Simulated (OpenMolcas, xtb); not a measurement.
# GeSiH5Cl (SMILES Cl[SiH2][GeH3]): methods side by side

GeSiH5Cl: 8 atoms, total charge 0, spin state singlet. As SMILES, `Cl[SiH2][GeH3]`. The shape is that of a PBE0-D4/def2-TZVP optimisation.

Quantity: the vertical energy of the triplet above the singlet, in eV. The values are calculated.

```tsv
level	kind	program	value (eV)	less CCSD(T)/cc-pVDZ	CPU time (all runs)
GFN1-xTB	semi-empirical	xtb	4.36	-1.91	under 2 s
HF/cc-pVDZ	Hartree–Fock	OpenMolcas	6.36	+0.09	34 s
SVWN5/cc-pVDZ	LDA	OpenMolcas	5.54	-0.73	1.8 min
PBE/cc-pVDZ	GGA	OpenMolcas	5.51	-0.76	2.4 min
TPSS/cc-pVDZ	meta-GGA	OpenMolcas	5.68	-0.59	3.5 min
r2SCAN/cc-pVDZ	meta-GGA	OpenMolcas	5.73	-0.54	3.2 min
M06-2X/cc-pVDZ	hybrid meta-GGA	OpenMolcas	6.00	-0.27	3 min
PBE0/cc-pVDZ	global hybrid	OpenMolcas	5.84	-0.43	2.1 min
CCSD(T)/cc-pVDZ, open shells restricted	coupled cluster or CI	OpenMolcas	6.27	0.00	3 min
```

CCSD(T)/cc-pVDZ, open shells restricted is the highest level here, not the true value. All-electron rows without a relativistic Hamiltonian named are non-relativistic. The values span 4.36 to 6.36 eV. The xTB rows lack spin polarisation, so open shells miss the exchange term that lowers them. A triplet this far above the singlet is often a Rydberg-like or dissociative state; sets without diffuse functions put Rydberg states too high. In the correlated wave-function rows the outer d shell of Ge is correlated, in sets not made for it. CPU times are rough (shared hosts, several kinds of processor): they show what a rung costs within a factor of a few.

The triplet lies high at every level because the molecule is saturated: with no π system, the excitation has to uncouple a σ pair or a chlorine lone pair. The electron probably leaves the Si–Ge σ bond, which is weaker and higher in energy than Si–Cl, though the energies alone do not identify the orbitals.

All the density functionals fall below the coupled-cluster value, from PBE at 5.51 eV to M06-2X at 6.00 eV. The two hybrids come closest, probably because exact exchange raises the cost of promoting an electron. Hartree–Fock differs from coupled cluster by only +0.09 eV, but this does not make correlation unimportant, since large contributions in the two states can nearly cancel. The low GFN1-xTB value cannot be blamed on its missing spin polarisation, which would lower the triplet further.

As a vertical energy at the singlet's geometry, the result measures neither the Si–Ge bond strength nor the energy of a relaxed triplet.
